Fine-structure intervals along the charge states of mercury

The intervals below come from a two-component calculation in which the relativistic terms are one-electron terms only. There is no Breit interaction and no QED, and the spin-orbit coupling between electrons is imitated by scale factors, which are known to overshoot the splittings of light atoms. The numbers serve to explain a trend and to compare levels of theory with one another, and their four figures are no measure of agreement with spectra. Rounding to four figures amounts to at most 0.043 % of an entry.

PySCF 2.14.0, mercury ions, two-component X2C Hamiltonian, Gaussian nucleus, even-tempered bases up to f scaled to each ion. Intervals are total-energy differences, final less first configuration, with GHF spinors relaxed for each and the listed electrons frozen in GMP2. Screened-SO scales the one-electron spin-orbit term of the bare nucleus (bare-SO) by screened-nucleus factors.

```
species  electrons                    configuration              final configuration  frozen electrons  GHF screened-SO (cm⁻¹)  GMP2 screened-SO (cm⁻¹)  GHF bare-SO (cm⁻¹)
  Hg35+         45           [Kr] (4d3/2)4 (4d5/2)5           [Kr] (4d3/2)3 (4d5/2)6                28                  213500                   214100              244400
  Hg43+         37                    [Kr] (4d3/2)1                    [Kr] (4d5/2)1                28                  245000                   245700              280400
  Hg45+         35  [Ar] 3d10 4s2 (4p1/2)2 (4p3/2)3  [Ar] 3d10 4s2 (4p1/2)1 (4p3/2)4                10                 1155000                  1155000             1189000
  Hg63+         17       [Ne] 3s2 (3p1/2)2 (3p3/2)3       [Ne] 3s2 (3p1/2)1 (3p3/2)4                 2                 4149000                  4149000             4270000
  Hg67+         13                [Ne] 3s2 (3p1/2)1                [Ne] 3s2 (3p3/2)1                 2                 4322000                  4315000             4448000
  Hg71+          9       [He] 2s2 (2p1/2)2 (2p3/2)3       [He] 2s2 (2p1/2)1 (2p3/2)4                 0               1.627e+07                1.627e+07           1.675e+07
  Hg75+          5                [He] 2s2 (2p1/2)1                [He] 2s2 (2p3/2)1                 0               1.705e+07                1.702e+07           1.755e+07
```

N is the number of electrons, n and l label the open subshell, and j = l ± ½. GHF is the single determinant of spinors, and GMP2 adds second-order correlation to it. In every row the final configuration arises by lifting one electron from the j = l − ½ spinors to the j = l + ½ spinors, so every interval Δ is positive, for the one-hole ions (d⁹, p⁵) with their inverted doublets as for the one-electron ions (d¹, p¹). One electron or one hole gives a single level of definite J for each occupation, so the mixing of J levels that troubles single determinants of light open-shell atoms is not expected here. The upper states of the 4p and 3p ions lie high enough that they may mix with other configurations, which one determinant cannot describe.

(a) Derive a hydrogen-like estimate of Δ and evaluate it for the 2p electron of Hg75+. Decide whether the leading order in Zα is enough, and what nuclear charge the GHF bare-SO column implies.

Solution. In atomic units (energy in hartree, Eh) the spin-orbit operator of a point charge Z is (α²/2)(Z/r³) l·s, with α = 1/137.04 the fine-structure constant. The product l·s equals l/2 for j = l + ½ and −(l + 1)/2 for j = l − ½, a difference of l + ½. For a hydrogen-like orbital

⟨r⁻³⟩ = Z³ / [n³ l (l + ½)(l + 1)]

and the factor l + ½ cancels, leaving

Δ(leading) = R α² Z⁴ / [n³ l (l + 1)]

where R = ½ Eh = 109737 cm⁻¹, so that Rα² = 5.844 cm⁻¹. For 2p the denominator is 8 × 2 = 16, and at Z = 80

Δ(leading) = 5.844 × 4.096×10⁷ / 16 = 1.496×10⁷ cm⁻¹

The table gives 1.755×10⁷ cm⁻¹, which is larger, although four other electrons screen the nucleus. Solved for the charge, the formula demands 83.3 for Hg75+, 82.3 for Hg71+ and 80.07 for Hg67+. Screening cannot raise the charge above 80, so these rows show that the leading order fails. The reason is Zα = 0.5838, at which the next terms of the expansion are not small. The Dirac energy of a point nucleus holds all orders:

E = mc² [1 + (Zα)² / (n − k + √(k² − (Zα)²))²]^(−½)

with k = j + ½ and mc² = 4.121×10⁹ cm⁻¹. With (Zα)² = 0.3408, the 2p1/2 level (k = 1) has √(1 − 0.3408) = 0.8119 and E = 0.95182 mc², and the 2p3/2 level (k = 2) has √(4 − 0.3408) = 1.9129 and E = 0.95645 mc². The difference of about 0.00463 mc² is 1.91×10⁷ cm⁻¹, or 1.277 times the leading order. The enhancement is 1.27 to 1.28 for the three p subshells and 1.07 for 4d, because the k = 1 spinor reaches the nucleus as an s electron does, while k = 2 and 3 stay away from it.

The table value for Hg75+ is 0.919 of the Dirac value. Define a screening constant σ by requiring that the Dirac difference at charge Z − σ equal the bare-SO entry. That column is the cleaner one for the purpose, since its operator carries the full nuclear charge and the other electrons act only through the orbitals. Hg75+ gives Z − σ = 78.52 and σ = 1.48, and down the table σ falls at every step: 17.35, 15.20, 11.54, 4.92, 4.24, 2.28, 1.48. Each value lies well between 0 and N − 1. With no screening the Dirac formula is too high by 8.8 % (Hg75+) to 173 % (Hg35+) of the table value, and with the full screening Z − N + 1 it is too low by 13.7 % to 89 %. Two things account for the middle course: the bare operator itself carries the full nuclear charge, and r⁻³ weights the inner part of the orbital, inside much of the charge of the other electrons.

The ratio σ/(N − 1) lies between 0.285 and 0.422, which suggests σ = s(N − 1). A least-squares fit to the logarithm of all seven bare-SO entries gives s = 0.381 with an rms error of 6.0 % of the table values, the worst row being Hg43+ at +9.6 %. Separate constants give s = 0.334 for p and 0.405 for d, with rms error 2.4 % and Hg43+ still worst at +4.0 %. The leading-order formula, fitted in the same way with two constants of its own (0.174 for p, 0.388 for d), leaves 12.3 %. For Hg75+, one of the fitted rows, σ = 4 × 0.334 = 1.34 and Z − σ = 78.66. The Dirac difference varies there as the power 4.54 of the charge, so

Δ = 1.910×10⁷ × (78.66/80)^4.54 = 1.910×10⁷ × 0.926 = 1.77×10⁷ cm⁻¹

which is 0.8 % above the table value. Errors of some per cent are far above rounding, so the misfit is real. The constants s are an empirical summary, and σ also absorbs the finite nucleus, exchange and the approximations of the two-component Hamiltonian. The formula also lowers the charge in the operator, which the bare column does not, so σ is smaller than the screening of the orbital alone.

(b) The interval rises at every step to higher charge, but unevenly. Account for the sizes of the steps, and in particular for the one from Hg43+ to Hg45+, where only two electrons are removed.

Solution. From first row to last the GHF screened-SO interval grows by a factor of 79.9 and the bare-SO interval by 71.8. The three steps within a subshell multiply the screened-SO value by only 1.148 (4d), 1.042 (3p) and 1.048 (2p), while the three changes of subshell multiply it by 4.714, 3.592 and 3.764. The largest of these belongs to the smallest change in N.

Each step can be split into the ratio of Dirac differences at Z = 80, which depends on n and l alone, and a remainder that measures the change in screening. From Hg43+ (4d¹) to Hg45+ (4p⁵) n stays at 4 and l(l + 1) falls from 6 to 2, a factor of 3. The Dirac enhancement rises from 1.071 to 1.273, a further 1.189, and the two make 3.567. The bare-SO column rises by 4.240, so screening contributes 4.240/3.567 = 1.189, equal to the previous factor by accident. The ratio of screened-SO to bare-SO changes from 0.8738 to 0.9714, a last factor of 1.112 that part (c) examines. In all,

3.000 × 1.189 × 1.189 × 1.112 ≈ 4.7

The step is therefore irregular only when read against charge. Most of it is the change of l, which needs no change of charge at all.

The screening factor is itself large for so few electrons, since σ drops by 15.20 − 11.54 = 3.66 when two are taken away. The numbers show the drop, and its cause can be argued from the shape of the orbitals. Near the nucleus the radial density goes as r^(2l+2), and after weighting with r⁻³ as r^(2l−1), which is r for p and r³ for d. The centrifugal barrier thus moves the region that produces the 4d splitting outward, where more of the core charge is enclosed. The same argument covers the larger s of the d rows.

The other two jumps come mainly from n. From 4p to 3p the Dirac ratio is 2.391 (n³ alone gives 2.370) and the remainder is 1.502, the largest of the series, for a loss of 18 electrons. From 3p to 2p the Dirac ratio is 3.355 and the change in screening, as the open orbital moves inward and four electrons are lost, supplies 1.122.

Within a subshell the Dirac ratio is 1, and the whole step is the screening by companions in the open subshell. Hg35+ has eight more 4d electrons than Hg43+, and σ is larger by 0.268 per electron. The p pairs differ by four electrons and give 0.171 (3p) and 0.201 (2p) per electron. All three are below the fitted s, as expected for electrons that share the radius of the orbital and lie only partly inside it. This is where the model σ = s(N − 1), which counts all electrons alike, fails. It overestimates σ for hole ions and puts their intervals too low (−3.0 % for Hg35+, −2.5 % for Hg63+, −2.3 % for Hg71+), and it puts the one-electron ions too high (+4.0, +1.3 and +0.8 %). Hg45+ is the exception, a hole ion at +1.1 %, in which the four companions are a small part of 34 screening electrons.

The same rules predict neighbouring series. An open 3d subshell of mercury has n³l(l + 1) = 27 × 6 = 162, against 128 for 4p and 54 for 3p, and little Dirac enhancement. Such ions (Hg53+ to Hg61+) lie between Hg45+ and Hg63+ in charge. For 3d⁹ the model gives σ = 0.405 × 26 = 10.5, only slightly below the 11.54 of Hg45+, so the larger denominator and the smaller enhancement should put its interval below the 4p value of Hg45+ at a higher charge, and a rise with charge is no general law. A 4f subshell, with 64 × 12 = 768 against 384 and a higher barrier, should give less than half the 4d interval at similar N. Along an isoelectronic series that keeps one configuration, where only Z varies, there are no steps, only a smooth rise as a power of Z − σ that is 4 for light elements and creeps above 4 as Zα grows (4.08 to 4.54 in these rows). Near neutrality a valence electron spends most of its time outside the core, and a single screened charge no longer describes it.

(c) Compare the effect of the screened-nucleus factors with that of correlation, and explain the pattern of each.

Solution. The ratio of screened-SO to bare-SO is 0.8736 and 0.8738 for the d rows and lies between 0.9713 and 0.9717 for the five p rows, with rounding margins of 0.0002 to 0.0008. It depends on l and, within rounding, not on n or N. This constancy is built into the method, which scales the operator by factors fixed by l and Z, and so it tests nothing. A true two-electron spin-orbit term has no reason to remove the same 2.8 to 2.9 % from Hg75+, with four other electrons, as from Hg45+, with 34. The screened column is uncertain on this account, most of all in the d rows, where the correction is near 13 %.

If the factor is taken as 1 − Q/Z, with Q the count of electrons in the closed shells up to n = l (2 for p, 10 for d, an assumption about the factors used), it would be 0.9750 and 0.8750. Read linearly, the table gives Q = 10.1 for d, close to the assumed value, and about 2.3 for p. The p shortfall may mean a larger Q, or a part of the interval that is quadratic in the strength of the operator, which would have to be 14 to 15 % for p and about 1 % for d. The contrast resembles that of the Dirac enhancements, but the table cannot decide between the two readings.

Correlation is much smaller. GMP2 moves no interval by more than about 0.3 % of the GHF value, and no shift exceeds about 6 % of the bare-minus-screened difference of its row. The signs sort by configuration. The one-electron p ions fall, Hg67+ by 7000 ± 1000 cm⁻¹ (0.16 %) and Hg75+ by 30000 ± 10000 cm⁻¹ (0.18 %, or 0.13 % from the unrounded energies), the margins being rounding. The three p-hole ions show no shift within rounding margins of 0.024 to 0.087 % (the unrounded energies give small ones of either sign), and the d ions rise by 600 and 700 ± 100 cm⁻¹ (0.28 and 0.29 %).

For the p rows a cause can be argued, most cleanly in Hg75+. The levels 2s and 2p1/2 share k = 1 and are degenerate in the point-nucleus Dirac formula, so that mainly electron repulsion separates them, and the excitation 2s² → (2p1/2)² has a small energy gap G. It needs an empty 2p1/2 pair, which only the final state has, and it lowers that state by K²/G, where K is the coupling integral. The interval shrinks accordingly. The excitation into 2p3/2 has two pairs open in the first state and one in the final state, each with the same K, so it works against the shift, but its gap is larger by twice the interval, 155 Eh, and it offsets only a part. In a p⁵ ion a single hole blocks both excitations in both states, which fits a shift in Hg71+ too small to show in the rounded table. As a check of size, a non-relativistic hydrogen-like K (one third of the Slater exchange integral of 2s and 2p) is about 2 Eh and the shift is of order 0.1 Eh, which implies a gap of some tens of hartree, well under 155 Eh. That is plausible to an order of magnitude and proves nothing, as the many other pair excitations are ignored. Second-order theory may also be inaccurate for mixing across a small gap, and the table has no coupled-cluster values to check it. In the n = 3 ions the empty 3d subshell opens further channels, so the argument is looser there. No cause is offered for the positive d shifts. There 28 electrons are frozen, against none in the 2p rows, and the basis ends at f functions, so the shifts may owe something to these limits.

In a light isoelectronic ion the interval is small against G and the 2p1/2 and 2p3/2 channels nearly cancel, so by the same argument the shift shrinks in step with Δ, as the share 2K²/G² of it, which is a larger share than in mercury. In mercury it should be weighed against the missing Breit term, which by scaling is of relative order 1/Z, like the two-electron spin-orbit term, and may well exceed shifts of 0.3 %.
